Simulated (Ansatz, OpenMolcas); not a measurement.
CH4FGeN (SMILES [H]/N=[C](/F)[GeH3]): the vertical ionisation energy, rung by rung

CH4FGeN has 8 atoms, charge 0, and is taken as a singlet. SMILES: `[H]/N=[C](/F)[GeH3]`. The coordinates come from a PBE0-D4/def2-TZVP relaxation.

Each level gives the vertical ionisation energy (to the doublet cation) (eV). The values are calculated.

| level | kind | program | value (eV) | less CCSD(T)/6-31G* |
| --- | --- | --- | --- | --- |
| BLYP/6-31G* (spherical functions) | GGA | Ansatz | 9.82 | -0.23 |
| B3LYP/6-31G* (spherical functions) | global hybrid | Ansatz | 10.23 | +0.18 |
| BHLYP/6-31G* (spherical functions) | global hybrid | OpenMolcas | 10.29 | +0.24 |
| CAM-B3LYP/6-31G* (spherical functions) | range-separated hybrid | Ansatz | 10.35 | +0.30 |
| HSE06/6-31G* (spherical functions) | range-separated hybrid | Ansatz | 10.23 | +0.18 |
| RPA@PBE0/6-31G* (spherical functions) | RPA | Ansatz | 10.05 | 0.00 |
| BCCD(T)/6-31G* (spherical functions) | coupled cluster or CI | Ansatz | 10.04 | -0.01 |
| CCSD(T)/6-31G* (spherical functions), open shells restricted | coupled cluster or CI | OpenMolcas | 10.05 | 0.00 |

CCSD(T)/6-31G* (spherical functions), open shells restricted is the highest level here, not the true value. All-electron rows without a relativistic Hamiltonian named are non-relativistic. The values span 9.82 to 10.35 eV. In the correlated wave-function rows the outer d shell of Ge is correlated, in sets not made for it.

The coupled-cluster results agree closely, at 10.04 and 10.05 eV, so changing from Hartree–Fock to Brueckner orbitals hardly matters and the ionisation energy shows little sensitivity to the reference. RPA gives the same value as CCSD(T), while BLYP lies below it and every hybrid above. The electron probably leaves an in-plane orbital made of the imine nitrogen lone pair mixed with the Ge–C σ bond. Fluorine stabilises such an orbital inductively, whereas the electropositive germyl group raises it.

The jump from BLYP to B3LYP may reflect a hole spread too widely by the GGA, but the fraction of exact exchange alone does not order the hybrids: BHLYP lies only slightly above B3LYP, and CAM-B3LYP is higher than both. Because correlated ionisation energies usually rise more than density-functional ones as the basis grows, the hybrids' apparent overestimate of 0.18 to 0.30 eV could shrink, and it does not establish their error against experiment.
